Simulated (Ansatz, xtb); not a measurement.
# Relative energy of two isomers of H4NO2P

Structure a: `N=[PH](O)O`, a singlet. Structure b: `NP(O)O`, a singlet. Both are isolated molecules in the gas phase, relaxed with PBE0-D3(BJ)/def2-SVP; the shapes shown needn't be the lowest conformers.

a (Å):

```xyz
8

N    -0.0925   -2.1772   -1.7208
O     1.3904   -1.7783   -3.7758
O     0.4148    0.3136   -2.5877
P     0.9288   -1.2087   -2.3381
H    -0.5872   -1.9279   -0.8717
H     2.2146   -0.9633   -1.7832
H     0.7295   -2.4289   -4.0577
H     1.0893    0.8851   -2.9784
```

b (Å):

```tsv
atom	x (Å)	y (Å)	z (Å)
N	0.2194	-1.1964	-1.3100
O	0.0643	-1.5700	-3.8447
O	2.2720	-1.1594	-2.8232
P	0.7453	-0.5125	-2.7571
H	0.4926	-2.1620	-1.1305
H	0.3282	-0.6125	-0.4871
H	-0.7780	-1.2149	-4.1522
H	2.7309	-0.8770	-3.6236
```

Task: Estimate E(b) − E(a) at the level CCSD(T)/def2-TZVP.

Result: Calculated at CCSD(T)/def2-TZVP: E(b) − E(a) = −10.1 kcal/mol, so structure b lies lower.

How the difference moves with the method:

| level | geometry | E(b) − E(a) (kcal/mol) | departure from the last row (kcal/mol) | job, with rough time for the two |
| --- | --- | --- | --- | --- |
| GFN2-xTB | GFN2-xTB | −12.0 | −1.9 | optimisation, 0.17 s |
| HF/STO-3G | GFN2-xTB | −94.6 | −84.5 | single point, 0.2 s |
| r2SCAN-D4/def2-SVP | GFN2-xTB | −17.2 | −7.1 | single point, 2.6 s |
| PBE0-D3(BJ)/def2-SVP | PBE0-D3(BJ)/def2-SVP | −18.2 | −8.0 | optimisation, 30 s |
| HF/def2-TZVP | PBE0-D3(BJ)/def2-SVP | −10.2 | −0.1 | part of the CCSD(T) run |
| MP2/def2-TZVP | PBE0-D3(BJ)/def2-SVP | −7.6 | +2.6 | part of the CCSD(T) run |
| CCSD(T)/def2-TZVP | PBE0-D3(BJ)/def2-SVP | −10.1 |  | single point, 63 s |

As drawn, b has 1 N–P, 1 N–H in place of 1 N=P, 1 P–H.

None of the levels shown reverses the order. The largest departure from CCSD(T)/def2-TZVP is that of HF/STO-3G, 84.5 kcal/mol.

With harmonic frequencies from PBE0-D3(BJ)/def2-SVP (ideal gas, rigid rotor, one conformer each, 298.15 K, 1 atm): on the last row, ΔE + ΔZPE = −9.1, ΔH = −8.8, ΔG = −9.5 kcal/mol.

The correlated steps freeze 8 core orbitals. Codes used: Ansatz 0.2.0, xtb 6.7.1; the last row on 2 threads of Arm Neoverse V1 on a shared host.

The aminophosphine form b, with trivalent phosphorus and a lone pair, lies below the pentavalent imino form a by 10.1 kcal/mol. Moving the proton from phosphorus to nitrogen trades a P–H bond for a stronger N–H bond, and this outweighs the loss of the short, strongly polar P=N bond. In phosphorous acid the preference is reversed, because the P=O bond formed there is stronger. The stiffer N–H stretch probably explains why zero-point energy narrows the gap.

The extreme HF/STO-3G value reflects a minimal basis without d functions on phosphorus. These act as polarisation functions, not as valence orbitals, and are needed far more by the pentavalent centre. In the triple-zeta basis, correlation has almost no net effect: MP2 shifts the balance towards a, and the higher-order terms largely undo this. The close Hartree–Fock agreement is therefore a cancellation. Because pentavalent phosphorus also benefits from tight d functions, a larger basis would probably reduce b's advantage somewhat.
